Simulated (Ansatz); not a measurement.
# Appearance energy of a fragment ion: Sb(CH3)2(SiH3) → [SiH3]+ + Sb(CH3)2 + e⁻

Species: Sb(CH3)2(SiH3), singlet; [SiH3]+ `[SiH3+]`, singlet; Sb(CH3)2, doublet. 

Shapes, held fixed at every level: PBE0-D4/def2-TZVP. Programs: Ansatz 0.2.0. Electronic energies: no zero-point or thermal term.

Estimate ΔE of this reaction.

The highest level, CCSD(T)/def2-TZVPP, gives ΔE = +10.59 eV; the levels span +10.19 to +10.82. The column of differences is taken from that level and isn't an error. No measured value is set beside it here. Open shells run unrestricted unless RO is named. For atoms past krypton def2 sets carry core potentials with scalar relativity. Correlated rows may include outer-core shells of Sb, which these sets cover unevenly. The onset seen in experiment also holds zero-point changes and kinetic shifts.

```json
{"level": "PBE-D4/def2-TZVPP", "kind": "GGA", "ΔE (eV)": "+10.82", "less CCSD(T)/def2-TZVPP": "+0.23"}
{"level": "PBE0-D4/def2-TZVPP", "kind": "global hybrid", "ΔE (eV)": "+10.80", "less CCSD(T)/def2-TZVPP": "+0.21"}
{"level": "r2SCAN0-D4/def2-TZVPP", "kind": "global hybrid", "ΔE (eV)": "+10.75", "less CCSD(T)/def2-TZVPP": "+0.16"}
{"level": "wB97M-V/def2-TZVPP", "kind": "range-separated hybrid", "ΔE (eV)": "+10.57", "less CCSD(T)/def2-TZVPP": "-0.02"}
{"level": "MP2/def2-SVP", "kind": "perturbation theory", "ΔE (eV)": "+10.26", "less CCSD(T)/def2-TZVPP": "-0.33"}
{"level": "CCSD/def2-SVP", "kind": "coupled cluster or CI", "ΔE (eV)": "+10.19", "less CCSD(T)/def2-TZVPP": "-0.40"}
{"level": "CCSD/def2-TZVPP", "kind": "coupled cluster or CI", "ΔE (eV)": "+10.45", "less CCSD(T)/def2-TZVPP": "-0.14"}
{"level": "CCSD(T)/def2-TZVPP", "kind": "coupled cluster or CI", "ΔE (eV)": "+10.59", "less CCSD(T)/def2-TZVPP": "0.00"}
```

Forming [SiH3]+ from the stibine costs +10.59 eV at the highest level, because the process both breaks the Sb–Si bond and removes an electron from the silyl fragment. In a thermochemical cycle the cost is the homolytic bond energy plus the ionisation energy of SiH3, with the latter the larger share. The cation is left with an empty silicon 3p orbital, which hydrogen can't stabilise by π donation.

Enlarging the basis raises the CCSD value from +10.19 to +10.45 eV, and the triples raise it further. Both changes fit a parent molecule with more correlation energy to recover than its separated products, which have lost the Sb–Si bonding pair. The basis trend suggests that the CCSD(T) value could still rise somewhat, so the close match with wB97M-V may be partly fortuitous. PBE and PBE0 nearly coincide, so exact exchange has little net effect here, though opposing shifts in the bond and ionisation terms could be hidden. Whether the charge would rather stay on Sb(CH3)2 remains open without the energy of that competing channel.
